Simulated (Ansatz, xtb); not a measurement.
# Two isomers of C2H4B−

We compare X, `C=[B-]=C`, a singlet, with Y, `[BH2-]=C=C`, a singlet. Both are isolated ions in the gas phase, relaxed with B3LYP-D3(BJ)/def2-SVPD.

X (Å):

```xyz
7

C    -0.3313    1.0343   -0.5621
C    -0.8433    0.4188    2.1878
B    -0.5874    0.7266    0.8128
H     0.1696    1.9552   -0.8880
H    -0.6174    0.3715   -1.3891
H    -0.1365   -0.1329    2.8212
H    -1.7647    0.7123    2.7073
```

Y (Å):

```yaml
atoms:
  - { symbol: C, position_ang: [0.7165, 0.8143, -0.0461] }
  - { symbol: C, position_ang: [0.3087, 0.7157, -1.3071] }
  - { symbol: B, position_ang: [1.1542, 0.9202, 1.3071] }
  - { symbol: H, position_ang: [0.9442, 0.9805, -2.1742] }
  - { symbol: H, position_ang: [1.7077, -0.0133, 1.8781] }
  - { symbol: H, position_ang: [0.9950, 1.9489, 1.9553] }
  - { symbol: H, position_ang: [-0.7001, 0.3606, -1.5939] }
```

Question: Which of the two would you expect CCSD(T)/def2-SVPD + ΔMP2/def2-TZVPPD electronic energies to favour?

Answer: Structure X; the calculation gives E(Y) − E(X) = +4.1 kcal/mol.

How the difference moves with the method:

| level | geometry | E(Y) − E(X) (kcal/mol) | departure from the last row (kcal/mol) | job, with rough time for the two |
| --- | --- | --- | --- | --- |
| GFN2-xTB | GFN2-xTB | −16.9 | −21.0 | optimisation, 0.099 s |
| HF/STO-3G | GFN2-xTB | −14.0 | −18.1 | single point, 0.12 s |
| r2SCAN-D4/def2-SVPD | GFN2-xTB | +3.9 | −0.2 | single point, 1.5 s |
| B3LYP-D3(BJ)/def2-SVPD | B3LYP-D3(BJ)/def2-SVPD | +3.8 | −0.3 | optimisation, 9 s |
| HF/def2-SVPD | B3LYP-D3(BJ)/def2-SVPD | +5.2 | +1.2 | part of the CCSD(T) run |
| MP2/def2-SVPD | B3LYP-D3(BJ)/def2-SVPD | +5.8 | +1.7 | part of the CCSD(T) run |
| CCSD(T)/def2-SVPD | B3LYP-D3(BJ)/def2-SVPD | +3.5 | −0.5 | single point |
| CCSD(T)/def2-SVPD + ΔMP2/def2-TZVPPD | B3LYP-D3(BJ)/def2-SVPD | +4.1 |  | single point, 9.4 s |

As drawn, Y has 1 C=C, 2 B–H in place of 1 C=B, 2 C–H.

GFN2-xTB, HF/STO-3G put the two in the other order. The largest departure from CCSD(T)/def2-SVPD + ΔMP2/def2-TZVPPD is that of GFN2-xTB, 21.0 kcal/mol. The last row adds to CCSD(T) the change of the MP2 difference between the two basis sets, here +0.5 kcal/mol.

With harmonic frequencies from B3LYP-D3(BJ)/def2-SVPD (ideal gas, rigid rotor, one conformer each, 298.15 K, 1 atm): on the last row, ΔE + ΔZPE = +2.7, ΔH = +2.6, ΔG = +2.3 kcal/mol.

The correlated steps freeze 3 core orbitals. Codes used: Ansatz 0.2.0, xtb 6.7.1; the last row on 1 thread of Intel(R) Xeon(R) 6975P-C (Granite Rapids) on a shared host.

Both ions are boron analogues of allene, with perpendicular end groups, and the preference for boron at the centre is modest. It probably reflects a near-cancellation: Y gains a C=C bond over C=B, but pays by carrying two hydrogens on boron rather than carbon. In X, both π bonds can also polarise from electropositive boron towards the terminal carbons, spreading the negative charge over two sites.

The reversed order from HF/STO-3G is chiefly a basis-set failure. Hartree–Fock in the larger basis already favours X, so missing correlation is not the cause, and r2SCAN-D4 does so on the same GFN2-xTB geometry, so neither is the structure. A minimal basis has too little flexibility for anionic, strongly polarised carbon. Zero-point energy narrows the gap without closing it, as expected when stiff C–H stretches are exchanged for softer B–H ones. The comparison does not identify the most stable ion of this composition, since other connectivities, such as ethynyltrihydroborate, were not considered.
